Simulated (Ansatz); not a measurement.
PbO₃: the change of energy above lowest point and pressure with volume per atom

All results are calculated (Ansatz 0.2.0 development build). Equation of state of a cubic crystal from periodic Kohn-Sham density functional theory without spin; pressure corrected for the finite basis.

Cell of the first row (space group Pm-3m, No. 221):
```
CELL_PARAMETERS angstrom
4.20850 0.00000 0.00000
0.00000 4.20850 0.00000
0.00000 0.00000 4.20850
ATOMIC_POSITIONS crystal
Pb 0.00000 0.00000 0.00000
O 0.50000 0.00000 0.00000
O 0.00000 0.50000 0.00000
O 0.00000 0.00000 0.50000
```

Settings of every row: formula PbO3; structure type ReO3; functional PBE; spin treatment none; k mesh 13x13x13; occupation method fermi-dirac; occupation width 0.061225619 eV; wave cutoff 700 eV; datasets hard PAW; density cutoff ratio 4.

Limits: a cubic model structure, not a phase known at ambient conditions; modest k-mesh, values are not fully converged in k; no spin polarisation, a magnetic state may lie lower; no spin-orbit coupling with 6p elements; the SCF threshold is loose for a stress in some rows.

```csv
row,volume per atom (Å³),energy above lowest point (meV/atom),pressure (GPa)
1,18.635,14.41,4.171
2,19.032,6.06,2.601
3,19.428,1.39,1.201
4,19.825,0,-0.056
5,20.221,1.57,-1.198
6,20.617,?,?
7,21.014,12.63,-3.213
```

Question: what energy above lowest point and pressure should row 6 give?

Worked fit of energy above lowest point. Take u = (V_r/V)^(2/3) − 1 with V_r = 19.627 Å³ an atom, which is twice the finite (Eulerian) strain; such expansions in the strain, on which the Birch-Murnaghan equation of state is built, carry the rest volume and the bulk modulus. The shown rows have u = 0.03518, 0.02073, 0.00682, -0.00667, -0.01968, -0.0445. Least squares give energy above lowest point = 0.292 + 101.8 × u + 8515.7 × u² meV/atom; a straight line predicts inner rows, each left out in turn, worse (root mean square 5.3 against 0.015 meV/atom). The rows lie off it by 0.00, 0.00, 0.01, 0.01, -0.02, 0.00. Its lowest point lies at u = -0.0060, or V = 19.8 Å³ an atom, and the curvature there gives the bulk modulus at fixed shape and fractions, B = (4/9)(1 + u)² E″(u)/V = 60.5 GPa. The withheld row has u = -0.03227, so the fit gives 0.292 + 101.8 × (-0.03227) + 8515.7 × (-0.03227)² = 5.87 meV/atom.

The calculation gave 5.85 meV/atom. The fit lies 0.02 meV/atom (0.14 % of the column's range) above it; its largest miss of a shown row is 0.02 meV/atom.

Worked fit of pressure. Take u = (V_r/V)^(2/3) − 1 with V_r = 19.627 Å³ an atom, which is twice the finite (Eulerian) strain; such expansions in the strain, on which the Birch-Murnaghan equation of state is built, carry the rest volume and the bulk modulus. The shown rows have u = 0.03518, 0.02073, 0.00682, -0.00667, -0.01968, -0.0445. Least squares give pressure = 0.555 + 93.346 × u + 235.99 × u² + 924 × u³ GPa; a parabola predicts inner rows, each left out in turn, worse (root mean square 0.019 against 0.0025 GPa). The rows lie off it by 0.000, 0.001, -0.002, 0.001, 0.000, 0.000. The pressure vanishes at u = -0.0060, or V = 19.81 Å³ an atom, and there the bulk modulus at fixed shape and fractions is B = −V dP/dV = (2/3)(1 + u) dP/du = 60 GPa. The withheld row has u = -0.03227, so the fit gives 0.555 + 93.346 × (-0.03227) + 235.99 × (-0.03227)² + 924 × (-0.03227)³ = -2.243 GPa.

The calculation gave -2.247 GPa. The fit lies 0.004 GPa (0.054 % of the column's range) above it; its largest miss of a shown row is 0.002 GPa.
